\section*{One complex Gaussian: the gain-guided stripe laser}

One lateral mode suffices today. With fields $E(x)e^{i(\beta z-\omega t)}$, gain means $\mathrm{Im}\,\epsilon<0$. The vertical guide is absorbed into an effective $\epsilon(x)=\epsilon_0-a^2x^2$, $a=a_r+ia_i$, and
\begin{equation}
E''+k_0^2(\epsilon_0-a^2x^2)E=\beta^2E .
\end{equation}
Substitution gives the exact solution
\begin{equation}
E_0=e^{-k_0ax^2/2},\qquad \beta^2=k_0^2\epsilon_0-k_0a,\qquad a_r>0 .
\end{equation}
Gain falling off the axis requires $\mathrm{Im}(-a^2)=-2a_ra_i>0$, so $a_i<0$. The $1/e^2$ intensity radius is $w=\sqrt{2/(k_0a_r)}$. With $n=\mathrm{Re}\,\beta/k_0$ the phase is $k_0(nz+|a_i|x^2/2)$, so the fronts $z=\mathrm{const}-x^2/2R$ diverge with $R=n/|a_i|$. Expanding, $\beta\simeq k_0\sqrt{\epsilon_0}-a/2n$, so the modal intensity gain $-2\,\mathrm{Im}\,\beta$ lies $1/R$ below the on-axis gain.

\emph{Question: a curved front that never spreads?} Power flows outward, and the axial gain replaces it.

Now the Petermann factor (Petermann, 1979). The operator is complex symmetric, so $\int E_pE_q\,dx=0$ for $p\ne q$, without conjugation. A spontaneous point source at $x'$ excites the amplitude $\propto E(x')/\int E^2$, hence the power $|E(x')|^2\int|E|^2/|\int E^2|^2$, against $|E(x')|^2/\int|E|^2$ for power-orthogonal modes. The ratio is general, and for our Gaussian elementary:
\begin{equation}
K=\frac{\left(\int|E|^2dx\right)^2}{\left|\int E^2dx\right|^2}
=\frac{\pi/(k_0a_r)}{\pi/(k_0|a|)}=\frac{|a|}{a_r}.
\end{equation}

\emph{Question: can one see the non-orthogonality?} Take $E_2=(4k_0ax^2-2)E_0$. Then $\int E_0E_2=0$, but $\int E_0^*E_2/\int|E_0|^2=2ia_i/a_r$.

Next the facet, with its transmission treated as uniform. A paraxial beam in air is $q^{-1/2}e^{ik_0x^2/2q}$, $q=z-iz_R$, with $z$ counted from the waist. Matching $i/q=-a$ at the facet gives
\begin{equation}
D=\frac{|a_i|}{|a|^2},\qquad z_R=\frac{a_r}{|a|^2},\qquad \frac{w}{w_0}=K,
\end{equation}
where $w_0^2=2z_R/k_0$. The lateral waist appears $D$ behind the facet, whereas the index-guided vertical waist sits at it, so $D$ is the astigmatism that Cook and Nash (1975) traced to gain guiding. For any facet field, the second-moment width is smallest at $D=k_0\,\mathrm{Re}\int E^*x(-iE')\,dx/\int|E'|^2dx$. Inserting $E_0'=-k_0axE_0$ returns $|a_i|/|a|^2$.

\emph{Question: why no $n$ in $D$?} The phase across the facet is continuous, so in air the radius is $1/|a_i|$.

For numbers, let the effective gain fall as $\delta g=-\Delta g\,(2x/W)^2$. With the linewidth factor $\alpha$, $\delta\epsilon=-(n/k_0)(\alpha+i)\,\delta g$, so
\begin{equation}
a^2=-b^2(\alpha+i),\quad b^2=\frac{4n\Delta g}{k_0W^2},\quad K^2=2s(s+\alpha),\quad s=\sqrt{1+\alpha^2}.
\end{equation}
Pure gain guiding, $\alpha=0$, has $a_r=|a_i|$ and $K=\sqrt2$ for any $\Delta g$.

Our proton-implanted GaAs stripe has $W=12~\mu$m. Setting the photon energy to the compiled 300~K gap, 1.42~eV (Wing 2021), gives $\lambda=0.873~\mu$m and $k_0=7.20~\mu\mathrm{m}^{-1}$. Assumed inputs: $n=3.5$, $\Delta g=200~\mathrm{cm}^{-1}$, $\alpha=0$ or 3. Then $b=0.0164~\mu\mathrm{m}^{-1}$. The far-field half-angle is $\theta=2/(k_0w_0)$, and $P_{\rm out}=\mathrm{erfc}(W/\sqrt2w)$ is the power fraction outside the stripe.

\begin{center}
\begin{tabular}{lcc}
 & $\alpha=0$ & $\alpha=3$\\ \hline
$a_r$ ($\mu$m$^{-1}$) & 0.0116 & 0.0047\\
$|a_i|$ ($\mu$m$^{-1}$) & 0.0116 & 0.0289\\
$K$ & 1.41 & 6.2\\
$w$ ($\mu$m) & 4.9 & 7.7\\
$w_0$ ($\mu$m) & 3.5 & 1.2\\
$R$ (mm) & 0.30 & 0.12\\
$1/R$ (cm$^{-1}$) & 33 & 82\\
$D$ ($\mu$m) & 43 & 34\\
$\theta$ (deg) & 4.6 & 13\\
$P_{\rm out}$ (\%) & 1.4 & 12\\
\end{tabular}
\end{center}

These are the model's numbers. $\Delta g$ was chosen so that $D$ falls in the typical 20--50~$\mu$m of gain-guided stripes, so that is no test.

\emph{Question: which neglected term matters?} Not the expansion of $\beta$: its parameter $|a|/(2k_0n^2)$ is at most $2\times10^{-4}$. The parabola does: at $\alpha=3$, 12\% of the power lies outside the stripe, where real loss levels off, so that column is indicative only. Heating matters too. An assumed parabolic thermal index step $\delta n_T=10^{-3}$ from edge to axis lowers the effective $\alpha$ by $2k_0\delta n_T/\Delta g=0.7$, taking $K$ from 6.2 to 4.9 while $D$ moves only from 34 to 38~$\mu$m.